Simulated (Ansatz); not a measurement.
## A series in volume per atom on Al₃GaN₄

Results calculated with Ansatz 0.2.0, not measured. Density functional energy, stress (positive in compression), forces and moments (in spheres) of a cell at fixed atoms, energy at zero smearing over the elements' standard crystals or gases in the same functional; plane waves with PAW datasets, Gamma-centred k mesh.

Cell of the first row (space group P-43m, No. 215):
```
Al3GaN4
1.0
      4.1583     0.0000     0.0000
      0.0000     4.1583     0.0000
      0.0000     0.0000     4.1583
Al Ga N
3 1 4
Direct
  0.50000 0.50000 0.00000
  0.50000 0.00000 0.50000
  0.00000 0.50000 0.50000
  0.00000 0.00000 0.00000
  0.74471 0.74471 0.25529
  0.74471 0.25529 0.74471
  0.25529 0.74471 0.74471
  0.25529 0.25529 0.25529
```

Settings of every row: functional PBEsol; dispersion none; spin none; wave cutoff 520 eV; k mesh 6x6x6; occupations gaussian; smearing width 0.05 eV.

Limits: the cell comes from a prototype or a list of computed structures and needn't be the stable phase.

```
row  volume per atom (Å³)  pressure (GPa)  largest force (eV/Å)
  1                 8.988           48.62                 0.106
  2                 9.558            27.9                 0.049
  3                10.382               ?                     ?
  4                  10.7            0.01                     0
  5                 11.27           -9.24                 0.004
```

Question: what pressure should row 3 give?

Worked fit of pressure. Take u = (V_r/V)^(2/3) − 1 with V_r = 10.129 Å³ an atom, which is twice the finite (Eulerian) strain; such expansions in the strain, on which the Birch-Murnaghan equation of state is built, carry the rest volume and the bulk modulus. The shown rows have u = 0.08293, 0.03944, -0.0359, -0.06869. Least squares give pressure = 12.069 + 368.89 × u + 862.5 × u² GPa; a straight line predicts inner rows, each left out in turn, worse (root mean square 2.9 against 0.17 GPa). The rows lie off it by 0.03, -0.06, 0.07, -0.04 (root mean square 0.052 GPa). The pressure vanishes at u = -0.0357, or V = 10.7 Å³ an atom, and there the bulk modulus at fixed shape and fractions is B = −V dP/dV = (2/3)(1 + u) dP/du = 198 GPa. The withheld row has u = -0.01631, so the fit gives 12.069 + 368.89 × (-0.01631) + 862.5 × (-0.01631)² = 6.28 GPa.

The calculation gave 6.33 GPa. The fit lies 0.05 GPa (0.086 % of the column's range) below it; its largest miss of a shown row is 0.07 GPa.

The other values of row 3: largest force 0.007 eV/Å.
